**Q:** I bought my way up the ladder of methods for germane, GeH$_4$, and the atomization energy stopped improving. Past a certain rung, each better method leaves nearly the same large error. Which method is at fault?

Errors in the atomization energy of neutral singlet GeH$_4$ (RHF determinant, PBE0/def2-TZVP geometry), from Ansatz 0.2.0 and the in-house AFQMC program afq 1. The basis is cc-pVDZ except in the CBS rows, and the cores, including Ge 3d, are frozen. The best estimate is CCSD(T) at the def2-TZVPP/QZVPP limit plus the step to CCSDT(Q).

| level | this level less the best estimate at the basis limit (meV) | statistical noise, one standard error (meV) |
| --- | --- | --- |
| HF | -3177.0 | 0.000 |
| MP2 | -1210.0 | 0.000 |
| CCSD | -835.0 | 0.000 |
| CCSD(T) | -790.0 | 0.000 |
| CCSDT | -782.0 | 0.000 |
| CCSDT(Q) | -781.0 | 0.000 |
| ph-AFQMC/HF | -734.0 | 29.000 |
| ph-AFQMC/CISD | -783.0 | 3.000 |
| released AFQMC | -777.0 | 4.000 |
| free AFQMC | -782.0 | 8.000 |
| HF/CBS | -3060.0 | 0.000 |
| MP2/CBS | -400.0 | 0.000 |
| CCSD(T)/CBS | -9.0 | 0.000 |

**A:** None of them. The first ten rows use the small cc-pVDZ basis, but their errors are taken against an estimate at the basis limit, extrapolated from the larger def2-TZVPP and def2-QZVPP bases. A negative sign means too little binding. Even CCSDT(Q), which treats the correlated motion of the electrons almost exactly within its basis, sits at -781 meV. That is the error of the basis, and the better methods share it because they solve the same restricted problem well.

**Q:** How do I see the error of a method, then?

**A:** Measure the small-basis rows from CCSDT(Q) in the same basis. HF is then 2396 meV too low, MP2 429, CCSD 54 and CCSD(T) only 9. The ladder converges quickly, but to the answer of a small basis. This is why MP2 at the complete basis limit (the row MP2/CBS), with an error of -400 meV, lands nearer the best estimate than CCSDT(Q) does in cc-pVDZ.

**Q:** Start at the bottom. Why does HF lose more than 2 eV?

**A:** HF lets each electron feel only the average of the others. Two electrons of opposite spin in one bond therefore meet too often, and their repulsion is overestimated. GeH$_4$ has four valence pairs of this kind. A free germanium atom in its triplet ground state has one, the 4s pair, since its two 4p electrons have parallel spins, and a hydrogen atom has none. Making the molecule creates three pairs, so HF penalizes the molecule more than the atoms.

**Q:** Can you get the size from that count?

**A:** Roughly. The correlation energy of the molecule alone is 3955 meV in this basis, and three quarters of it is 2966 meV. The computed contribution to the atomization energy is 2396 meV, so the count overshoots by about a quarter. It treats the pairs as equal and independent, which they aren't. By subtraction the free atom keeps 1559 meV, well over a quarter of the molecule's total. Its two 4p electrons share a centre with the 4s pair, and each has a 4s electron of opposite spin to avoid. This 4s–4p correlation, which the count leaves out, is expected to be the larger part of the atom's share; the numbers here don't split it.

**Q:** MP2 does include correlation. Why is it still so far off?

**A:** It lets each pair escape into empty orbitals, but only to lowest order. Once excited, the two electrons keep interacting with each other and with the holes they left, which changes the cost of the excitation. MP2 still charges the bare difference of orbital energies, and it treats the pairs as if they didn't influence one another. CCSD allows for both effects, and it recovers 375 of the 429 meV.

The error would look worse without the atoms. In the molecule alone MP2 falls short by 894 meV, and subtraction assigns 465 meV of this to the free atoms as well. About half of the failure therefore cancels when the two energies are subtracted. A good atomization energy can thus hide a poor total energy.

**Q:** And after CCSD there is little left to gain?

**A:** Little, for this molecule. The remaining effects involve three or four electrons moving together. They stay small when one arrangement of electrons dominates, and here the HF determinant carries about 92% of the wavefunction. In this basis the triples in CCSD(T) add 45 meV, and everything beyond them adds 9. These are net values: in the molecule alone they are 64 and 17 meV, and the atom cancels the rest. The triples are expected to grow in a larger basis. In a molecule with a half-broken bond, two arrangements would compete and these late rungs would matter far more.

**Q:** So why does the basis cost so much, if the methods are this good?

**A:** Because of what happens when two electrons of opposite spin come close. The exact wavefunction has a kink at the point where they meet, the electron–electron cusp. A correlated method must build this kink from products of smooth orbitals, and it takes many orbitals of high angular momentum to do so. The molecule has more such pairs than the atoms, so a small basis costs it more and the binding comes out too weak. A basis as small as cc-pVDZ also lacks some ordinary flexibility for electrons to avoid each other at longer range, and the table doesn't separate the two losses.

HF has no such kink to build; it needs only the shapes of the occupied orbitals. The table bears this out. Going from cc-pVDZ to the limit raises the atomization energy by 117 meV in HF, but by 810 in MP2 and 781 in CCSD(T).

**Q:** The last two gains are nearly equal, although MP2 is a much poorer method. Is that luck?

**A:** Only in part. The kink is a matter of two electrons at short distance, and MP2 already describes that part of the problem. What it lacks, the continued interaction within and between pairs, is expected to take place largely in low-lying empty orbitals that even a small basis contains, so the basis error and the error of MP2 should roughly add. Some cancellation is expected to help as well: as the basis grows, the step from MP2 to CCSD usually shrinks while the triples grow. The table has no CCSD row at the limit to separate the two.

This gives a recipe with nothing fitted: take MP2 at the limit and add the step from MP2 to CCSD(T) found in the small basis. The step is $-790-(-1210)=420$ meV, so the predicted error of CCSD(T) at the limit is $-400+420=+20$ meV. The computed value is -9 meV. Both errors are measured from the same best estimate, which cancels when they are compared, so the test is a fair one.

**Q:** Would any reasonable correction have worked as well?

**A:** No. If you start from HF at the limit and add the small-basis step from HF to CCSD(T), you miss by 664 meV, because that step contains the whole cusp problem. If you instead stretch the correlation part by the ratio found in MP2, you miss by 177 meV, because this also enlarges the part that hardly depends on the basis. The output after this text sets the three side by side. Even the best of them misses by 29 meV, so it can replace a large CCSD(T) calculation only where an error of that size is acceptable.

**Q:** The CCSD(T) row at the limit is off by only 9 meV. Surely that is the triumph of the table?

**A:** It is less than it seems. The best estimate is itself built from CCSD(T) at the limit plus a small step to the higher reference level. The 9 meV is that step, so the row can't test CCSD(T) independently. It equals the gap between CCSD(T) and CCSDT(Q) in the small basis, which is the only evidence here that the step is small. That it stays small at the limit is a reasonable assumption, which the table doesn't test.

**Q:** One row breaks the plateau. The quantum Monte Carlo result with the HF trial function, ph-AFQMC/HF, is at -734 meV. Is it better than the rest?

**A:** No. It lies 47 meV above CCSDT(Q) with a standard error of 29 meV, a deviation of 1.6 standard errors, which taken as a whole could be chance. The method samples the wavefunction with random walkers and uses a trial function to keep their phases in check. A poor trial can bias the energy, and the parts suggest that it did for the atom. The molecule alone lies 20 meV below CCSDT(Q), within its own noise of 27 meV. Subtraction puts the other 27 meV on the germanium atom, whose energy comes out too high; if the noises add in quadrature, the atom's is only about 10 meV. The row is then part noise on the molecule and part probable bias on the open-shell atom.

The trial also governs the noise. The closer it is to the true state, the more nearly all walkers report the same energy. With the better CISD trial the noise drops to 3 meV and the result falls back onto the plateau. The released and free variants, which lift the constraint on the phases, land there too. Agreement with CCSDT(Q) to within a few tens of meV was, however, a condition for accepting the reference, so only the closer agreement tells you anything new.

**Q:** What should I expect if I swap germanium for silicon, or coupled cluster for a density functional?

**A:** Silane, SiH$_4$, has the same count of pairs: four in the molecule, one in the free atom. I would expect the same pattern there, with a large loss in HF, a partial repair in MP2 and a plateau set by the basis. An ordinary density functional is a different case. It takes correlation from a formula in the density and has no cusp to build from orbitals, so its basis error usually behaves more like that of HF.

**Q:** Can I put the best estimate straight into my thermochemistry?

**A:** Not yet. The calculation freezes the 3d shell of germanium and omits zero-point motion and relativity, including the spin-orbit coupling that lowers the free germanium atom. A measured atomization energy differs from it by those terms and, above absolute zero, by the thermal energy, besides what remains of the extrapolation error. For energies of this kind, the lesson is to settle the basis before paying for higher rungs.

Output of the analysis:

```
Method error in meV, small-basis rows less CCSDT(Q), limit rows less best estimate:
             row  method error  noise
              HF         -2396      0
             MP2          -429      0
            CCSD           -54      0
         CCSD(T)            -9      0
           CCSDT            -1      0
        CCSDT(Q)             0      0
     ph-AFQMC/HF            47     29
   ph-AFQMC/CISD            -2      3
  released AFQMC             4      4
      free AFQMC            -1      8
          HF/CBS         -3060      0
         MP2/CBS          -400      0
     CCSD(T)/CBS            -9      0
Correlation part of the atomization energy in cc-pVDZ (meV): 2396
Correlation energy of the molecule alone in cc-pVDZ (meV): 3955
Correlation energy left in the free atoms, by subtraction (meV): 1559
Pair-count estimate, three quarters of the molecular correlation (meV): 2966
Overshoot of the pair-count estimate (percent): 23.8
Correlation missed by MP2 in the molecule (meV): 894.4
Correlation missed by MP2 in the free atoms, by subtraction (meV): 465.4
Share of molecular correlation missed by MP2 (percent): 22.61
Share of atomic correlation missed by MP2 (percent): 29.85
Gain from MP2 to CCSD in cc-pVDZ (meV): 375
Gain from CCSD to CCSD(T) in cc-pVDZ (meV): 45
Gain of HF from cc-pVDZ to the basis limit (meV): 117
Gain of MP2 from cc-pVDZ to the basis limit (meV): 810
Gain of CCSD(T) from cc-pVDZ to the basis limit (meV): 781
Step from MP2 to CCSD(T) in cc-pVDZ (meV): 420
Step from MP2 to CCSD(T) at the basis limit (meV): 391
Additive prediction of the CCSD(T) limit error from MP2 (meV): 20
Miss of the additive prediction from MP2 (meV): 29
Miss when the correlation part is scaled by the MP2 ratio (meV): 177
Miss of the additive prediction from HF (meV): -664
Deviation of ph-AFQMC/HF from CCSDT(Q) (standard errors): 1.621
Share of the best estimate reached by HF at the limit (percent): 76.14
```
